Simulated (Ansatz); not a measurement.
## A ladder of methods for CH2NSn (SMILES N#[C][SnH2])

CH2NSn: 5 atoms, total charge 0, spin state doublet. SMILES: `N#[C][SnH2]`. Geometry: optimised at r2SCAN/def2-SVP.

Each level gives the adiabatic electron affinity (to the singlet anion, shapes relaxed at r2SCAN/def2-SVP, no zero-point term) (eV). The values are calculated.

The electron affinity is E(neutral) − E(anion): positive where the electron is bound.

```tsv
level	kind	program	value (eV)	CPU time (all runs)
UHF/def2-TZVPP (core potential)	Hartree–Fock	Ansatz	1.80	7.4 s
USVWN5/def2-TZVPP (core potential)	LDA	Ansatz	2.94	1.8 s
UBLYP/def2-TZVPP (core potential)	GGA	Ansatz	2.78	3.8 s
U-r2SCAN/def2-TZVPP (core potential)	meta-GGA	Ansatz	2.73	7.1 s
UPBE0-D4/def2-TZVPP (core potential)	global hybrid	Ansatz	2.74	4.6 s
U-wB97M-V/def2-TZVPP (core potential)	range-separated hybrid	Ansatz	2.77	15 s
UCAM-B3LYP/def2-TZVPP (core potential)	range-separated hybrid	Ansatz	2.85	5.6 s
UB2PLYP/def2-TZVPP (core potential)	double hybrid	Ansatz	2.77	11 s
RPA@PBE/def2-TZVPP (core potential)	RPA	Ansatz	2.94	8.8 s
```

Spin-orbit coupling, which can split open shells on such heavy atoms by tenths of an eV, is left out. The values span 1.80 to 2.94 eV. CPU times are rough (shared hosts, several kinds of processor): they show what a rung costs within a factor of a few.

Every level binds the extra electron, so the singlet anion lies below the neutral doublet throughout. The outlier is Hartree–Fock at 1.80 eV; all the other levels fall between 2.73 and 2.94 eV. The gap reflects electron correlation: attachment turns the radical's singly occupied orbital, probably largely a tin-centred 5s/5p hybrid, into a lone pair, and mean-field theory misses the correlation energy gained by the new pair. The electron-withdrawing cyano group should further stabilise the anion by drawing charge away from tin.

Beyond Hartree–Fock, the values do not move steadily with the rung. r2SCAN and PBE0-D4 nearly coincide, while CAM-B3LYP lies higher, so exact exchange alone does not set the order. The identical LDA and RPA values are no mutual confirmation, since the two treat correlation very differently. Nor does the agreement among the correlated levels fix the absolute affinity, because they share a basis without diffuse functions, which probably describes the anion less well than the neutral and biases the affinity low.
